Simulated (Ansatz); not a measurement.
# SnSe₂: the change of phonon entropy and phonon heat capacity with temperature

Plane-wave density functional theory, PAW datasets, Gaussian smearing 0.05 eV: harmonic lattice thermodynamics at fixed volume from displacements in the supercell given; kB is Boltzmann's constant. The results are calculated, by Ansatz 0.2.0.

Structure of every row (space group P-3m1, No. 164):
```
CELL_PARAMETERS angstrom
3.81720 0.00000 0.00000
-1.90860 3.30580 0.00000
0.00000 0.00000 6.16670
ATOMIC_POSITIONS crystal
Sn 0.00000 0.00000 0.00000
Se 0.33330 0.66670 0.25730
Se 0.66670 0.33330 0.74270
```

Settings of every row: paw set soft_2; functional PBEsol; spin treatment none; moment partition spheres; spin axis none; wave cutoff 420 eV; SCF start atoms; lower state search light; symmetry use detected; k mesh of unit cell 8x8x4; supercell 2x2x1.

Atom first moment, atom hubbard u: 0 on all atoms.

Limits: no dispersion term, layers or molecules are underbound.

```csv
row,temperature (K),phonon entropy (kB per atom),phonon heat capacity (kB per atom),phonon free energy (meV per atom)
1,200,3.667,2.761,-7.22
2,300,?,?,?
3,400,5.653,2.935,-89.33
4,500,6.311,2.958,-140.98
5,600,6.851,2.97,-197.76
6,700,7.31,2.978,-258.83
7,800,7.708,2.982,-323.57
8,900,8.059,2.986,-391.54
9,1000,8.374,2.988,-462.37
```

Question: what phonon entropy and phonon heat capacity should row 2 give?

Worked fit of phonon entropy. Entropy rises as the heat capacity times the change of ln T, so take t = ln(T / 300 K). The shown rows have t = -0.4055, 0.2877, 0.5108, 0.6931, 0.8473, 0.9808, 1.0986, 1.204. Least squares give phonon entropy = 4.8243 + 2.88069 × t + 0.05829 × t² kB per atom; a straight line predicts inner rows, each left out in turn, worse (root mean square 0.015 against 0.0038 kB per atom). The rows lie off it by 0.001, -0.005, 0.000, 0.002, 0.003, 0.002, 0.000, -0.003 (root mean square 0.0025 kB per atom), a smooth pattern that one more power would take up: the form is only approximate. The slope at t = 0, 2.88 kB per atom, estimates the heat capacity at 300 K. The withheld row has t = 0, so the fit gives 4.8243 + 2.88069 × (0) + 0.05829 × (0)² = 4.824 kB per atom.

The calculation gave 4.815 kB per atom. The fit lies 0.009 kB per atom (0.19 % of the column's range) above it; its largest miss of a shown row is 0.005 kB per atom.

Worked fit of phonon heat capacity. At high temperature a harmonic heat capacity falls short of its limit by a term in 1/T², so take t = (100 K / T)². The shown rows have t = 0.25, 0.0625, 0.04, 0.02778, 0.02041, 0.01562, 0.01235, 0.01. Least squares give phonon heat capacity = 2.9985 − 1.0335 × t + 0.334 × t² kB per atom; a straight line predicts inner rows, each left out in turn, worse (root mean square 0.0014 against 0.00047 kB per atom). All shown rows lie on it to the printed digit. The constant, 2.9985 kB per atom, is to be held against the harmonic limit of 3 k_B an atom. The withheld row has t = 0.11111, so the fit gives 2.9985 − 1.0335 × (0.11111) + 0.334 × (0.11111)² = 2.888 kB per atom.

The calculation gave 2.888 kB per atom. The fit meets it to the printed digit.

The other values of row 2: phonon free energy -44.06 meV per atom.
